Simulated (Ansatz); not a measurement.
# Pressure, energy and Kohn-Sham gap of amorphous (Al0.31Ga0.69)2O3 between −10 % and +6 % in volume, from PBE

Aluminium and gallium are both trivalent in their oxides, and in the glass each cation is bound to a disordered shell of oxygen. The six members share one composition and one starting network; only the volume differs. Amorphous films of such oxides serve as gate insulators and in ultraviolet detectors, where density and stress vary with deposition and the gap varies with them. The question is how pressure, energy and gap follow the volume. Pressure is positive under compression, energy is counted per atom from the relaxed cell, and the gap is the distance between the highest filled and lowest empty Kohn-Sham levels in PBE.

## Computational details

One cell of 80 atoms, Al5Ga11O24 in reduced formula. Start: 80 atoms (10 Al, 22 Ga, 48 O) packed at random and pushed apart as soft spheres at 4.37 g/cm³; MD (Langevin at fixed volume unless said) with the MACE-MP-0b2 small potential (Batatia et al., arXiv:2401.00096), steps of 2 fs: 0.7 ps at 3000 K, 3000 to 1800 K in 0.7 ps, 1800 to 300 K in 2 ps; then atoms relaxed. Cell and atoms were then relaxed in DFT. From that cell the volume was scaled evenly and the atoms were relaxed again at each fixed cell. Ansatz 0.2.0: Kohn-Sham DFT with PBE, PAW potentials of the set soft_2, plane waves to 420 eV, k-points Γ alone, no spin polarisation, no spin-orbit coupling. Occupations: Fermi-Dirac smearing of 0.025 eV. The cutoff and the k-mesh are held, so the number of plane waves changes with the volume. In the run that the rows count from, the cell has a density of 4.25 g/cm³, a pressure of 0.0 GPa and a spacing of 2.08 eV between highest filled and lowest empty level, and its k-points sample 10 Å along the shortest periodic direction.

Notes on method and selection:

- The gap is read on the run's k-points alone; rows whose frontier levels are partly filled show none.
- Semilocal functionals tend to put gaps under measured ones.
- In disordered cells the gap varies from sample to sample, and tail or defect states can set it.
- In a glass, relaxing at another volume can switch bonds, so the points needn't lie on one elastic curve.
- All values are for 0 K, without vibrations.
- Where atoms are relaxed at each volume, a cell can fall into another minimum, and loose force tolerances leave some of the strain unrelaxed.
- Series whose pressures fit the equation of state badly weren't written up.
- Runs that did not converge, have known faults or may not be shown are not listed, and runs on Ansatz's PAW sets soft_1 and soft_2 are kept to separate tables. This is one of those tables: all its members use soft_2.

Columns:

- volume change (%): change of the cell's volume from the relaxed cell, all three axes scaled alike.
- volume (Å³/atom): volume per atom.
- pressure (GPa): pressure, a third of the trace of the stress, positive under compression, without a kinetic term.
- energy (meV/atom): free energy per atom less that of the relaxed cell.
- gap (eV): Kohn-Sham gap: lowest empty less highest filled level over the k-points of the run.

Input lines of one member:

```
kpoints:
  mp_grid: { grid: [1, 1, 1] }
hamiltonian:
  xc: pbe
scf:
  occupations: { method: fermi_dirac, width: 0.025 }
relax:
  f_tol: 0.05
  max_steps: 70
```

Command (options for logging and memory left out): `ansatz run input.yaml --threads 4 --backend cpu`

## Numbers

| member | volume change (%) | volume (Å³/atom) | pressure (GPa) | energy (meV/atom) | gap (eV) |
| --- | --- | --- | --- | --- | --- |
| −10 % | −10 | 11.2945 | 10.558 | 41.021 | 2.406 |
| −6 % | −6 | 11.7964 | 6.279 | 14.896 | 2.309 |
| −3 % | −3 | 12.1729 | 3.136 | 3.672 | 2.194 |
| relaxed cell | 0 | 12.5494 | 0.002 | 0.000 | 2.078 |
| +3 % | 3 | 12.9259 | −2.824 | 3.458 | 1.940 |
| +6 % | 6 | 13.3024 | −5.269 | 13.118 | 1.797 |

Least-squares fits to the whole series, with x = volume change (%); R² and errors in the fitted variable (y, or ln y where the fit is in ln y):

| y | members | fit | R² | rms residual | leave-one-out rms | the same for the mean of the others |
| --- | --- | --- | --- | --- | --- | --- |
| pressure (GPa) | 6 | y = 0.08836 − 0.9618 x + 0.009127 x² | 1.00 | 0.087 | 0.29 | 6.4 |
| energy (meV/atom) | 6 | y = −0.07868 − 0.1380 x + 0.3961 x² | 1.00 | 0.22 | 0.67 | 17 |

## The trend and its physics

Pressure and gap both fall at every step from the smallest volume to the largest, while the energy rises on either side of the relaxed cell.

The members at ±3 % give a bulk modulus B = −V dP/dV of (3.136 + 2.824) / 0.06 = 99.3 GPa. Stretching softens the glass: the pressure changes by (0.002 + 2.824) / 3 = 0.94 GPa per percent over the first 3 % of expansion and by (5.269 − 2.824) / 3 = 0.82 over the next 3 %. This is the usual behaviour of bonds pulled towards the flatter part of their energy curve.

Compression should do the reverse and raise the bulk modulus, but it does not. The pressure climbs by (3.136 − 0.002) / 3 = 1.04 GPa per percent between 0 and −3 % and by (10.558 − 6.279) / 4 = 1.07 between −6 and −10 %, so dP/dV is nearly constant. B also contains the shrinking volume and therefore falls slightly. With the mean volume of each step for V, it is (3.136 − 0.002) × (12.5494 + 12.1729) / 2 / (12.5494 − 12.1729) = 103 GPa between 0 and −3 %, and (10.558 − 6.279) × (11.7964 + 11.2945) / 2 / (11.7964 − 11.2945) = 98 GPa between −6 and −10 %. The energy agrees with a constant dP/dV: it grows by a factor of 41.021 / 3.672 = 11.2 from −3 to −10 %, close to the (10 / 3)² = 11.1 of a spring whose force is linear in the change of volume. The likely reason is that a glass need not take up all of the strain by shortening bonds. Its polyhedra can turn, and cations with few oxygen neighbours can gain another, which can outweigh the stiffening of the bonds themselves.

The gap narrows from 2.406 to 1.797 eV across the series. Around the relaxed cell its slope is (1.940 − 2.194) / 6 = −0.042 eV per percent of volume. In these oxides the lowest empty states are largely cation s mixed with oxygen in an antibonding way, whereas the highest filled states are mostly oxygen 2p with little bonding character. Shorter bonds therefore push the empty edge up more than the filled one, and the gap opens. Longer bonds close it.

## Where the trend breaks

Largest departures from the fit to the whole series:

| member | pressure (GPa) | fit | computed − fit | in rms residuals |
| --- | --- | --- | --- | --- |
| +3 % | −2.824 | −2.715 | −0.109 | 1.3 |
| −6 % | 6.279 | 6.188 | +0.091 | 1.1 |
| relaxed cell | 0.002 | 0.088 | −0.086 | 1.0 |
| +6 % | −5.269 | −5.354 | +0.085 | 1.0 |

The −10 % member departs most from ordinary elastic behaviour. The Murnaghan form P = (B/B′)[(V₀/V)^B′ − 1], with B = 99.3 GPa and B′ = 4 as a rough value for dense solids, gives about −5.2 GPa at +6 %, close to the computed −5.269. At −6 % it gives about 7.0 against 6.279, and at −10 % about 13 against 10.558.

The runs at changed volume used a self-consistency threshold that is loose for a stress, but this does not explain the shortfall. With 1 GPa Å³ ≈ 6.2 meV, the work from −6 to −10 %, mean pressure times the change of volume per atom, is (6.279 + 10.558) / 2 × (11.7964 − 11.2945) × 6.2 = 26.2 meV/atom, and the energy rises by 41.021 − 14.896 = 26.1 meV/atom. Rearrangement of the network is more likely: the atoms moved much farther in this relaxation than in the others. Part of that movement is expected from the larger strain alone, so it does not prove that bonds switched. The match of work and energy also speaks against a large sudden release of energy between these two volumes, so any rearrangement was probably gradual or small. The stress left in the cell, whose shape was held, is also clearly uneven.

The gap at −10 % is low as well: continuing the slope between −3 and −6 % would give 2.309 + 4 × (2.309 − 2.194) / 3 = 2.462 eV, which is 2.462 − 2.406 = 0.056 eV above the computed value. Added neighbours with longer bonds, or a tail state at a band edge, would both act in this direction.

The fitted parabola misses even the well-converged pressure of the relaxed cell by 0.086 GPa, because it cannot bend on one side only.

## Using the table

**How much compression opens the gap by 0.10 eV?**
Between the relaxed cell and −3 % the gap grows by (2.194 − 2.078) / 3 = 0.039 eV per percent. The volume must shrink by 0.10 / 0.039 = 2.6 %. At 1.04 GPa per percent this takes 2.6 × 1.04 = 2.7 GPa.

**What does a density 5 % below that of the relaxed cell do to the gap?**
The volume becomes 1 / (1 − 0.05) = 1.053 times as large, a change of +5.3 %. Interpolating between +3 and +6 % gives 1.940 − 2.3 × (1.940 − 1.797) / 3 = 1.83 eV, which is 2.078 − 1.83 = 0.25 eV less than in the relaxed cell. Interpolation is safe here: the mean of the gaps at 0 and +6 % is (2.078 + 1.797) / 2 = 1.938 eV, against 1.940 computed at +3 %. The answer holds for a glass under tension. A film that is light because it contains voids has a different network and need not follow it.

**Can the bulk modulus be trusted although the pressures are loosely converged?**
The energies give a second value that uses no pressure. For small strain x, B = [E(+x) + E(−x)] / (x² V₀). With x = 0.03 this is (3.458 + 3.672) / (0.0009 × 12.5494 × 6.2) = 102 GPa. The pressures gave 99.3 GPa, so the two routes agree within about 3 %, and the loose self-consistency does little harm to this value. Both routes rest on the same relaxed geometries, however, so their agreement cannot reveal an error from the loose force tolerance. Runs outside the table put a smaller strain on the same cell along one axis. They give a stiffer response than the volume series does for that axis, by clearly more than 3 %. Strain left unrelaxed could cause this, as could a response that is not linear. The 100 GPa is therefore a rough value for this cell with the soft_2 potentials.

## Rules of thumb and their limits

Near its relaxed volume this glass has a bulk modulus of roughly 100 GPa, uncertain by more than the 3 % between the two routes. The modulus does not rise under compression, and between +3 and +6 % it is down to (5.269 − 2.824) × (12.9259 + 13.3024) / 2 / (13.3024 − 12.9259) = 85 GPa. From −6 to +6 % the gap closes by roughly 0.04 to 0.05 eV per percent of expansion. At −10 % the gap responds more weakly, and a crystal-like equation of state, already too high at −6 %, overestimates the pressure more strongly.

PBE places the gaps well below measured ones, so the changes with volume are more useful than the gaps themselves. It also tends to make oxides slightly too large and too soft, which by itself would put the true stiffness higher. The soft_2 potentials bring an error of their own, and this table cannot show its size or sign because every member uses them. Vibrations, absent here, would expand the glass and lower both its stiffness and its gap. Sampling further k-points besides Γ could leave the gap unchanged or reduce it, but not widen it appreciably.

The series follows one small, very rapidly quenched sample. Another network would have its own gap and could respond differently to strong compression.

[Logs are printed without paths, hosts, clocks, repeated set-up lines and the standing remarks that a program may print on its own settings, such as how far it seeks lower states.]
